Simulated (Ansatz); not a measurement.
# Phonon-limited resistivity of LaBi (computed with Ansatz 0.2.0)

Space group Fm-3m (No. 225), 2 atoms in the cell of the first input below: a = 4.637 Å, b = 4.637 Å, c = 4.637 Å, α = 60.00°, β = 60.00°, γ = 60.00°.

The cell was built from a prototype of a structure type listed for this compound, relaxed without spin–orbit coupling to zero pressure (pressure 0.0 GPa with this functional, without spin–orbit coupling). Functional: PBEsol.

Input:

```yaml
crystal:
  lattice:
    - [0.0, 3.2787103011, 3.2787103011]
    - [3.2787103011, 0.0, 3.2787103011]
    - [3.2787103011, 3.2787103011, 0.0]
  atoms:
    - { symbol: La, position: [0.5, 0.5, 0.5] }
    - { symbol: Bi, position: [0.0, 0.0, 0.0] }
basis:
  ecutwfc: 420
  ecutrho_ratio: 4
kpoints:
  mp_grid: { grid: [10, 10, 10] }
hamiltonian:
  xc: pbesol
scf:
  occupations: { method: methfessel_paxton, width: 0.2 }
output: {}
phonons:
  supercell: [2, 2, 2]
  qpath:
    path:
      - [[0.0, 0.0, 0.0], [0.5, 0.0, 0.5], [0.625, 0.25, 0.625]]
      - [[0.375, 0.375, 0.75], [0.0, 0.0, 0.0], [0.5, 0.5, 0.5], [0.5, 0.25, 0.75], [0.5, 0.0, 0.5]]
    npoints: 6
  electrical_resistivity: { mesh: [20, 20, 20], temperatures: [50, 100, 200, 300, 500] }
  superconductivity: { mesh: [20, 20, 20], eliashberg_equations: false }
```

```bash
ansatz run input.yaml --threads 8 --pin off --max-ram 15360MiB --backend cpu --events-out ev --progress --plain --runs-dir out
```

Time: 48 s on 8 threads of Intel(R) Xeon(R) Platinum 8488C (Sapphire Rapids) (shared host), peak memory 3.6 GiB.

λ_tr,xx from the finest mesh down: 0.097, 0.090, 0.157. The next coarser mesh moves the resistivity at 300 K by 13 % along the axis that moves most.

The run gives λ_tr,xx = 0.097 and a Drude plasma energy ħω_p,xx = 1.60 eV.

Q: Estimate the resistivity along x at 300 K from the high-temperature formula.

A: ħ/τ = 2π λ_tr k_B T = 0.0158 eV and ρ = 1/(ε0 ω_p² τ) = 45.89 μΩ cm. The Boltzmann solution gives 42.42 μΩ cm, so the estimate is 8 % high, which is less than the mesh moves the solution along x.

```json
{"T (K)": "50", "ρ_xx (μΩ cm)": "3.88", "ρ_zz (μΩ cm)": "3.88", "formula, xx": "7.65", "R_H, field along x, y or z (10⁻¹¹ m³/C)": "155"}
{"T (K)": "100", "ρ_xx (μΩ cm)": "12.45", "ρ_zz (μΩ cm)": "12.45", "formula, xx": "15.30", "R_H, field along x, y or z (10⁻¹¹ m³/C)": "126*"}
{"T (K)": "200", "ρ_xx (μΩ cm)": "28.00", "ρ_zz (μΩ cm)": "28.00", "formula, xx": "30.59", "R_H, field along x, y or z (10⁻¹¹ m³/C)": "112"}
{"T (K)": "300", "ρ_xx (μΩ cm)": "42.42", "ρ_zz (μΩ cm)": "42.42", "formula, xx": "45.89", "R_H, field along x, y or z (10⁻¹¹ m³/C)": "118"}
{"T (K)": "500", "ρ_xx (μΩ cm)": "69.36", "ρ_zz (μΩ cm)": "69.36", "formula, xx": "76.48", "R_H, field along x, y or z (10⁻¹¹ m³/C)": "139"}
```

A star marks Hall coefficients that aren't converged: the next coarser mesh moves them by over a fifth (field along z at 100 K: 125.78 against 81.97). At 300 K the next coarser mesh moves R_H by up to 7 %.

At 50 K the solution is 0.51 times the linear formula, and at 500 K 0.91 times. The formula is meant for temperatures above the phonon energies and for bands that vary little within k_B T.

Caveats: few states lie at the Fermi level, as in a semimetal, so the smearing of 0.2 eV and the mesh draw its small Fermi surface poorly; in a semimetal R_H is a small difference of electron and hole terms, so even its sign is unsure; melting below the highest temperature wasn't checked; no spin-orbit coupling, which matters for these elements; not converged in the fine mesh; small supercell, couplings not converged in it; the program warns that its phonon interpolation lacks the long-range dipole term.

The resistivity of LaBi here owes more to its scarcity of carriers than to strong scattering. The transport coupling is weak, at 0.097, but the Drude plasma energy of only 1.60 eV leaves little weight to carry current, as expected where La 5d electron pockets and Bi 6p hole pockets barely overlap in energy.

On cooling, the resistivity falls below the linear formula because the phonons that scatter carriers through large angles freeze out. Most of the shortfall at 50 K is gone by 200 K, which suggests soft vibrations, in keeping with two heavy atoms. The approach to the formula is not monotonic, however: the ratio slips slightly between 300 and 500 K. Frozen phonons can't explain that; thermal sampling of bands whose velocities and density of states vary near the Fermi level probably can.

The equality of ρ_xx and ρ_zz is required by cubic symmetry and is no independent result. These zero-field resistivities also don't test the very large magnetoresistance known for LaBi, which depends on near-compensation and high mobility at low temperature.
